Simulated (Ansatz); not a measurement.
**Strength of the C–H bond: C2H7Ge → C2H6Ge + H**

Species: C2H7Ge `[CH2][CH2][GeH3]`, doublet; C2H6Ge `C=[CH][GeH3]`, singlet; H atom, doublet. 

Shapes, held fixed at every level: PBE0-D4/def2-TZVP. Flexible molecules stand in one conformer, not always the lowest. Programs: Ansatz 0.2.0. The zero-point and thermal change to 298 K, harmonic and unscaled (PBE0-D4/def2-TZVP), is -18.3 kJ/mol.

```tsv
level	kind	ΔH(298 K) (kJ/mol)	less CCSD(T)/def2-TZVPP	CPU time (sum over the molecules)
HF/def2-SVP	Hartree–Fock	+149.2	-4.7	–
BHLYP-D4/def2-TZVPP	global hybrid	+174.2	+20.3	29 s
PBE0-D4/def2-TZVPP	global hybrid	+169.9	+16.0	22 s
r2SCAN0-D4/def2-TZVPP	global hybrid	+186.4	+32.5	39 s
MP2/def2-SVP	perturbation theory	+136.6	-17.3	–
CCSD(T)/def2-SVP	coupled cluster or CI	+147.1	-6.8	53 s
CCSD(T)/def2-TZVPP	coupled cluster or CI	+153.9	0.0	14 min
```

The highest level, CCSD(T)/def2-TZVPP, gives ΔH(298 K) = +153.9 kJ/mol; the levels span +136.6 to +186.4. A fragment pairs its electrons up again, so this isn't a typical strength of such a bond. The column of differences is taken from that level and isn't an error. No measured value is set beside it here. Open shells run unrestricted unless RO is named. Relativity is left out for Ge unless named. Correlated rows may include outer-core shells of Ge, which these sets cover unevenly. Times are processor times on shared x86 and Arm servers, and rough.

Losing a hydrogen from the carbon next to germanium turns the β-germylethyl radical into vinylgermane. The cost of +153.9 kJ/mol is therefore the price of a C–H σ bond less the gain from a new C=C π bond, formed as the orbital left on carbon overlaps with the neighbouring radical centre. Hyperconjugation between the C–Ge σ bond and that centre probably stabilises the starting radical somewhat, but without the ethyl analogue its share can't be separated.

The number of electron pairs is unchanged, so much of the correlation energy cancels. In def2-SVP, Hartree–Fock accordingly lies close to CCSD(T), while MP2 falls well below both, which suggests that it overstates the correlation gained in forming the alkene. All three hybrids lie above CCSD(T) in the larger basis, probably through an imperfect balance between the σ bond lost and the π bond gained. The reaction enthalpy doesn't establish that hydrogen loss is the radical's preferred decay, since β-scission of the weaker C–Ge bond would release ethene and a germyl radical.
